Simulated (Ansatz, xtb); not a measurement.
**Redistribution: CH2BrI + CHClF2 → CH2ClI + CHBrF2**

Species: CH2BrI (bromoiodomethane) `BrCI`, singlet; CHClF2 (difluorochloromethane) `FC(F)Cl`, singlet; CH2ClI (chloroiodomethane) `ClCI`, singlet; CHBrF2 (bromodifluoromethane) `FC(F)Br`, singlet. The partners trade Br for Cl; both sit on C, so the bond types are kept.

Shapes, held fixed at every level: PBE0-D4/def2-TZVP. Programs: Ansatz 0.2.0, xtb 6.7.1. The zero-point and thermal change to 298 K, harmonic and unscaled (PBE0-D4/def2-TZVP), is +0.1 kJ/mol.

| level | kind | ΔH(298 K) (kJ/mol) | less CCSD(T)/def2-TZVPP |
| --- | --- | --- | --- |
| GFN1-xTB | semi-empirical | -8.1 | -20.2 |
| HF/def2-SVP | Hartree–Fock | +17.0 | +4.9 |
| r2SCAN-D4/def2-TZVPP | meta-GGA | +7.9 | -4.2 |
| PBE0-D4/def2-TZVPP | global hybrid | +9.1 | -3.0 |
| wB97X-V/def2-TZVPP | range-separated hybrid | +10.3 | -1.8 |
| MP2/def2-TZVPP | perturbation theory | +13.4 | +1.3 |
| CCSD/def2-TZVPP | coupled cluster or CI | +12.4 | +0.3 |
| CCSD(T)/def2-TZVPP | coupled cluster or CI | +12.1 | 0.0 |

The highest level, CCSD(T)/def2-TZVPP, gives ΔH(298 K) = +12.1 kJ/mol; the levels span -8.1 to +17.0. They disagree on the sign: 7 of 8 are positive. The column of differences is taken from that level and isn't an error. No measured value is set beside it here. For atoms past krypton def2 sets carry core potentials with scalar relativity. Relativity is left out for Br unless named. Correlated rows may include outer-core shells of Br, I, which these sets cover unevenly.

The exchange is endothermic at every ab initio and density-functional level, so chlorine prefers the difluorinated carbon and bromine the iodine-bearing one. With a zero-point and thermal change of only +0.1 kJ/mol, this preference is electronic. It probably reflects bond polarity: two fluorines leave their carbon strongly positive, which favours the more electronegative chlorine and its shorter, more polar bond, while the CH2I carbon gains less from the same replacement. Crowding doesn't account for the sign, since moving bromine away from the bulky iodine should, if anything, favour the products.

The step from CCSD to CCSD(T) changes the result by only 0.3 kJ/mol, which suggests that the preference doesn't hinge on connected triple excitations. GFN1-xTB alone reverses the sign, probably because its parametrisation misses how the carbon–halogen bonds respond to the other substituents, and it is unsuitable for ranking this exchange. The reaction enthalpy carries no information about the barrier, so it doesn't show whether the halogens would exchange at a useful rate.
